# Squeezing and stretching the layers of RuRh

Each atom in this crystal has twelve near neighbours: six of its own kind in its layer, and six of the other kind in the layers above and below. A strain in the layer plane changes the first six distances directly. The other six can escape most of the change, because the crystal is free to grow thicker or thinner. So half of the bonds take nearly all the change in length, and in a simple bond picture it is their resistance that shapes the energy and stress curves.

RuRh (P-6m2, 2 atoms per cell) under biaxial strain in the a-b plane, with c and the atoms relaxed within the symmetry. Calculated with Ansatz 0.2.0 using PBEsol, plane-wave PAW, scalar-relativistic, without spin polarisation; cutoff 420 eV, k mesh 18×18×10, Gaussian smearing 0.1 eV. Changes are relative to the unstrained cell; stress is positive in compression.

| strain (%) | energy change (meV/atom) | volume change (%) | c over a | stress xx (GPa) | stress zz (GPa) |
| --- | --- | --- | --- | --- | --- |
| -4.5 | 125.4 | -5.97 | 1.719 | 37.05 | -0.03 |
| -3.0 | 52.6 | -3.96 | 1.676 | 22.31 | -0.01 |
| -1.5 | 12.7 | -2.02 | 1.633 | 10.33 | 0.00 |
| 0 | 0.0 | 0.00 | 1.593 | 0.01 | 0.03 |
| 1.5 | 11.5 | 2.04 | 1.554 | -8.59 | 0.00 |
| 3.0 | 42.4 | 4.07 | 1.517 | -15.58 | 0.00 |
| 4.5 | 89.6 | 6.12 | 1.481 | -21.41 | 0.00 |

Here a is the distance between like atoms within a layer, and c is the height of the cell, which holds one layer of Ru and one of Rh. Strain is the change of a, negative when the layers are squeezed. Stress xx acts in the layer plane and stress zz along c; both count compression as positive. Stress zz stays close to zero because c was relaxed, as in a film held sideways by its substrate but free at its surface.

**How far the thickness follows.** The simplest picture has forces between nearest neighbours only. The like-atom bonds lie flat in the layer and can't push along c, so zero stress along c means zero force in the Ru–Rh bonds. These must then keep their unstrained length d. Since d² = a²/3 + c²/4, the height follows as c = 2√(d² − a²/3).

Take the row at −4.5 %, where a is 2.568 Å, with d = 2.645 Å from the unstrained crystal. Then d² − a²/3 = 6.996 − 2.198 = 4.798 Å², and c = 2 × 2.190 = 4.38 Å. That is 2.3 % above the unstrained 4.282 Å, while the full calculation gives a rise of 3.1 %. The estimate has no adjustable constant and yields about three quarters of the response here. At +4.5 % it yields 87 %.

The remainder has the same sense on both sides. When the layers are squeezed, the Ru–Rh bonds grow slightly longer; when the layers are stretched, they grow slightly shorter. Theory offers a reason that the pair picture lacks: atoms in a metal share their bonding electrons among all neighbours. An atom bound more closely to some neighbours holds the others less tightly, and those bonds lengthen. The distances agree with this argument but don't test it separately.

The thickness still makes good only part of the change in area. At −4.5 % each layer loses 8.8 % of its area, c gains 3.1 %, and the volume falls by 6.0 %. Keeping the volume constant would require a far larger change of c, and with it a marked stretching of the Ru–Rh bonds. The crystal settles for a smaller volume instead.

**Why squeezing costs more.** Compare the two ends of the series. Squeezing by 4.5 % costs 125.4 meV/atom, while stretching by as much costs 89.6, a ratio of 1.4. The stresses differ more, by a factor of 1.73. Stress measures the resistance at the end of the path, whereas energy adds up the resistance along the whole way, including the early part where the two directions are still similar.

The likely cause is the usual lopsided shape of a bond's energy curve. Atoms pushed together meet a repulsion that rises steeply as their electron clouds overlap more, while atoms pulled apart are drawn back by a force that, over this range, grows more and more slowly. The like-atom distance runs from 2.57 to 2.81 Å along the series, so these bonds sample both sides of that curve. The in-plane stiffness, meaning the change of stress per unit of strain, accordingly falls at every step, from 983 GPa in the first to 389 GPa in the last.

The energies show how this lopsidedness grows. The average of the costs at equal squeezing and stretching rises almost as the square of the strain, as for an ideal spring. Half their difference rises roughly as the cube, which is the first correction to a spring. It is only 5.1 meV/atom at 3 % but 17.9 at 4.5 %. A smooth correction of this kind needs no change of crystal structure. The series can't rule out one that breaks the symmetry, though, because every relaxation kept the symmetry of its start.

The stress provides a check on these energies. The work it does from one row to the next agrees with each energy step to within 1 meV/atom. This shows that the two sets of results belong together, though not which bonds store the energy. The analysis printed below lists the steps, along with the fixed-bond estimate for every row.

**The row that looks special.** At −1.5 % c/a is 1.633, the ideal value for stacked hard spheres, and all twelve neighbours are equally far away. Yet this row lies 12.7 meV/atom above the unstrained crystal and carries an in-plane stress of 10.33 GPa. Part of that cost is plain compression, since the volume is 2.02 % below its unstrained value. Beyond that, equal distances are a matter of geometry, and nothing obliges the crystal to prefer them. Half of its bonds join like atoms and half join unlike ones, and the d electrons of both metals are expected to make the bonding depend on direction.

The unstrained row shows what the crystal prefers: both stresses nearly vanish at a c/a of 1.593. Its layers are therefore a little wider, and lie a little closer together, than in a stack of spheres. The curve passes through the ideal ratio on its way and shows no feature there.

**What to do with it.** For small strains, let c change by about −0.65 times the in-plane strain. The fixed-bond picture alone gives −(4/3)(a/c)², or −0.53, which is a rough first guess for a similar hexagonal metal with two layers in the height c. Don't assume constant volume.

For stresses, don't carry one stiffness across the whole range. The two steps next to zero average (688 + 573)/2 ≈ 631 GPa, which predicts 28.4 GPa at a strain of 4.5 % in either direction. The calculation gives 37.05 GPa in compression and 21.41 in tension, so the straight line is 23 % too low on one side and 33 % too high on the other. These are stresses of a perfect crystal at zero temperature; a bulk piece of metal would normally yield by moving dislocations long before it reached them, though a very thin film can hold more. The PAW datasets were also made for PBE, not PBEsol, which can shift the absolute values.

One question stays open on the stretched side. Spin was switched off, so the crystal had no chance to become magnetic. Bulk Ru and Rh are not magnetic, but stretching narrows the d bands, and narrow bands favour magnetic moments. Repeating the +4.5 % row with spin allowed, from a magnetic start, would show whether the soft end of the curve still holds.

Numerical output:

```
Geometry along the strain:
   row  like-atom distance (Å)  Ru-Rh distance (Å)  Ru-Rh change (%)  layer area change (%)  c change (%)  c change at fixed Ru-Rh (%)
  -4.5                   2.568               2.659             0.546                 -8.798           3.1                        2.287
  -3.0                   2.608               2.654            0.3534                  -5.91         2.072                        1.542
  -1.5                   2.649               2.648            0.1369                 -2.977        0.9869                       0.7798
   0.0                   2.689               2.645                 0                      0             0                            0
   1.5                   2.729               2.642           -0.1013                  3.022       -0.9537                      -0.7978
   3.0                    2.77                2.64           -0.1869                   6.09        -1.904                       -1.614
   4.5                    2.81               2.638           -0.2385                  9.202        -2.823                       -2.449
Steps from the row before:
   row  in-plane stiffness (GPa)  energy step (meV/atom)  work of the stress (meV/atom)
  -3.0                     982.7                   -72.8                         -73.59
  -1.5                     798.7                   -39.9                         -40.67
   0.0                       688                   -12.7                         -12.95
   1.5                     573.3                    11.5                           10.8
   3.0                       466                    30.9                          30.58
   4.5                     388.7                    47.2                          47.04
c change per in-plane strain, between -1.5 and +1.5 %: -0.6469
the same with the Ru-Rh distance fixed: -0.5259
share of the c change given by fixed Ru-Rh, at -4.5 %: 0.7376
share of the c change given by fixed Ru-Rh, at +4.5 %: 0.8677
energy at -4.5 % over energy at +4.5 %: 1.4
size of stress xx at -4.5 % over that at +4.5 %: 1.73
stiffness of the first step over that of the last: 2.528
even part of the energy at 3 % (meV/atom): 47.5
even part of the energy at 4.5 % (meV/atom): 107.5
odd part of the energy at 3 % (meV/atom): 5.1
odd part of the energy at 4.5 % (meV/atom): 17.9
growth of the even part from 3 to 4.5 % (a square gives 2.25): 2.263
growth of the odd part from 3 to 4.5 % (a cube gives 3.375): 3.51
```
